The foot of the valence band in tantalum nitride

The density of states gives the number of electron states per electronvolt in one cell. The Fermi level is the zero of the energy scale; states below it are filled, so the area under the curve there counts electrons. In the table below, the three lowest rows are hidden. How high is the density there, and which orbitals make it up?

Density of states of TaN (P6/mmm, 6 atoms per cell, a = 5.240 Å, c = 2.904 Å) from Ansatz 0.2.0: r2SCAN, plane-wave PAW, scalar-relativistic, no spin polarisation, 500 eV cutoff, 9×9×12 k mesh with 0.1 eV Gaussian smearing, 14×14×18 mesh with tetrahedra for the states. Energies are relative to the Fermi level; rows average 0.2 eV bins; Löwdin projections are summed over sites.

```
energy (eV)  density of states total (states/eV/cell)  DOS Ta 5d (states/eV/cell)  DOS N 2p (states/eV/cell)  DOS Ta 6s (states/eV/cell)
      -7.95                                         ?                           ?                          ?                           ?
      -7.55                                         ?                           ?                          ?                           ?
      -7.15                                         ?                           ?                          ?                           ?
      -6.75                                     4.280                       1.420                       2.61                      0.0700
      -6.35                                     6.480                       1.930                       4.22                      0.1000
      -5.95                                     3.730                       1.140                       2.29                      0.1700
      -5.55                                     2.500                       0.890                       1.38                      0.1500
      -5.15                                     2.040                       0.550                       1.36                      0.0700
      -4.75                                     3.040                       1.000                       1.92                      0.0400
      -4.35                                     2.090                       0.620                       1.39                      0.0300
      -3.95                                     2.080                       0.600                       1.41                      0.0300
      -3.55                                     2.140                       0.700                       1.31                      0.0800
      -3.15                                     1.730                       0.940                       0.65                      0.0900
      -2.75                                     1.410                       0.830                       0.45                      0.0800
      -2.35                                     1.420                       0.910                       0.34                      0.1000
      -1.95                                     1.980                       1.340                       0.34                      0.1600
      -1.55                                     1.510                       1.040                       0.28                      0.1000
      -1.15                                     1.490                       1.100                       0.27                      0.0700
      -0.75                                     3.570                       2.640                        0.6                      0.1900
      -0.35                                     1.700                       1.410                       0.11                      0.0900
       0.05                                     0.580                       0.450                       0.08                      0.0200
       0.45                                     1.170                       0.950                       0.15                      0.0200
       0.85                                     2.340                       1.890                       0.25                      0.0500
       1.25                                     3.380                       2.800                       0.35                      0.0500
       1.65                                     3.180                       2.570                       0.37                      0.0700
       2.05                                     4.660                       3.680                       0.58                      0.1300
       2.45                                     4.180                       3.280                       0.48                      0.1700
       2.85                                     6.390                       5.080                       0.78                      0.1700
       3.25                                     5.360                       3.960                       0.85                      0.1600
       3.65                                     7.610                       5.690                       0.96                      0.3600
       4.05                                     3.320                       2.350                       0.51                      0.2500
       4.45                                     3.020                       1.740                       0.49                      0.5200
       4.85                                     1.880                       0.930                       0.27                      0.4100
       5.25                                     2.710                       1.430                       0.46                      0.3700
       5.65                                     2.810                       1.450                       0.55                      0.2400
```

Start from the ionic limit. Each nitrogen atom takes three electrons from tantalum and fills its 2p shell, which leaves tantalum with two of its five valence electrons. For three TaN this means 18 electrons in nine bands of N 2p origin and 6 in bands of Ta 5d origin, 24 in all. The N 2s electrons lie deeper, in bands of their own.

In the opposite limit, nitrogen and tantalum orbitals of equal energy would share each bonding state half and half. TaN lies between the two. Nitrogen holds its electrons more tightly, so the lower, bonding combinations are mainly N 2p and the states above them mainly Ta 5d; whether the filled ones among these are Ta–N antibonding, non-bonding or Ta–Ta bonding cannot be read from projections. The three tantalum atoms are not alike: one has its nitrogen neighbours at 2.62 Å and a Bader charge of 0.7577, the other two have theirs at 2.10 Å and a charge of 2.2498, so two d electrons per tantalum is only an average. The table agrees: N 2p leads from -6.75 to -3.55 eV and Ta 5d leads from -3.15 eV upwards, yet the lower region contains much Ta 5d.

Mixing changes the make-up of the bands but not their number. The total of 24 is therefore firm: it is the 54 electrons of the run less 24 in the Ta 5s and 5p bands and 6 in the N 2s bands. The split into 18 and 6 is sharp only if a gap parts the two groups, and here none does. Each row is an average over 0.2 eV, but the rows stand 0.4 eV apart, so let each speak for 0.4 eV. The region led by Ta 5d then holds 6.0 electrons up to the Fermi level, in line with the count, although the bins absent between the rows make any such sum approximate, and moving the boundary by one row changes it by 0.7 to 0.9. The visible rows led by N 2p hold 11.4, and about 6.6 electrons remain for energies below -6.95 eV.

The count fixes an area, and a forecast also needs a shape. One extreme is a flat block with a sharp bottom. Starting from 5.4 states/eV/cell, the mean of the two lowest visible rows, it would end near -8.2 eV. The other is a smooth edge: near the bottom of a single band in three dimensions, the energy grows as the square of the wave number, and the density grows as the square root of the height above the bottom. I choose the smooth edge, although it is a crude assumption over nearly 2 eV.

The area under such an edge is two thirds of its height times its width. The width and the density at -7.95 eV follow:

width = 6.6 / (⅔ × 5.4) ≈ 1.8 eV, so the bottom lies near -8.8 eV

density = 5.4 × √[(8.8 − 7.95) / (8.8 − 6.95)] ≈ 3.7 states/eV/cell

The same steps give the other two totals. Neighbouring visible rows of the N 2p region differ by up to 2.75, so a range of 2.5 either way is appropriate.

-7.15 eV: 5.1 ± 2.5 states/eV/cell
-7.55 eV: 4.4 ± 2.5 states/eV/cell
-7.95 eV: 3.7 ± 2.5 states/eV/cell

For the make-up, I carry the average of the visible N 2p region downwards. In each hidden row, N 2p should supply 0.63 ± 0.10 of the total and Ta 5d 0.31 ± 0.10.

The withheld rows as computed:

```
energy (eV)  density of states total (states/eV/cell)  DOS Ta 5d (states/eV/cell)  DOS N 2p (states/eV/cell)  DOS Ta 6s (states/eV/cell)
      -7.95                                     3.900                       1.230                       2.33                      0.1800
      -7.55                                     2.640                       0.910                       1.55                      0.0700
      -7.15                                     3.260                       1.060                          2                      0.0800
```

All three totals fall within their ranges, a weak test, since the range at -7.55 eV is wide enough to hold every visible row of the N 2p region. The predicted shape is wrong. The forecast is close at -7.95 eV, the row worked out above, and about 1.8 too high at each of the other two. Instead of fading towards lower energy, the density is highest in the lowest row. The good value there is therefore no support for the square-root law.

The law describes one band near its bottom, whereas here several bands overlap: one band holds two electrons, so 6.6 need more than three. Each has its own edge and its own flat stretches, where many states crowd into a narrow range of energy and make a peak. The starting height also included the peak at -6.35 eV, which raised the whole forecast. Which band causes the rise at -7.95 eV cannot be read from a total. The cell is an idealised structure: its symmetry holds the nitrogen atoms on special sites, from which they are displaced in real TaN, so the peaks there may lie elsewhere.

The three revealed rows hold 3.9 of the 6.6 electrons. The other 2.7 lie below -8.15 eV or in peaks between the rows. The flat block of the same height does worse, because it would have placed nearly all of the 6.6 within these rows. This ranks the height more than the shape: a flat line at the mean of the visible N 2p rows, 11.35 / (9 × 0.4) ≈ 3.2, would have come closer overall than either forecast. The printed output that follows compares both shapes with the computed totals.

The make-up was easier to predict than the height. N 2p supplies between 0.59 and 0.61 of the total in the revealed rows and Ta 5d between 0.32 and 0.34, all within the forecast ranges. The exact shares depend on how the states are projected on atoms, but the mixed character clearly continues down to these energies. Counting bands fixes how many electrons the valence region holds, though not where they lie, and covalent mixing accounts for the large share of tantalum in its lower part.

Numerical output:

```
Electrons from -3.35 eV to the Fermi level (rows led by Ta 5d): 6.011
Electrons in the visible rows led by N 2p: 11.35
Electrons left for energies below -6.95 eV: 6.637
Height at -6.95 eV, also the flat block's forecast (states/eV/cell): 5.38
Band bottom in the square-root model (eV): -8.8
Band bottom in the flat-block model (eV): -8.184
Largest step between neighbouring visible rows of the N 2p region (states/eV/cell): 2.75
Forecast N 2p share of each hidden row (range 0.10 either way): 0.6311
Forecast Ta 5d share of each hidden row (range 0.10 either way): 0.3113
Forecast total at -7.95, -7.55, -7.15 eV (range 2.5 either way): 3.647, 4.423, 5.081
Computed total at -7.95, -7.55, -7.15 eV: 3.9, 2.64, 3.26
Forecast less computed total at -7.95, -7.55, -7.15 eV: -0.2527, 1.783, 1.821
Computed N 2p share at -7.95, -7.55, -7.15 eV: 0.5974, 0.5871, 0.6135
Computed Ta 5d share at -7.95, -7.55, -7.15 eV: 0.3154, 0.3447, 0.3252
Computed Ta 6s share at -7.95, -7.55, -7.15 eV: 0.04615, 0.02652, 0.02454
Root mean square miss of the square-root model (states/eV/cell): 1.478
Root mean square miss of the flat block (states/eV/cell): 2.175
Electrons in the three revealed rows: 3.92
Electrons of the count still unplaced after the reveal: 2.717
```
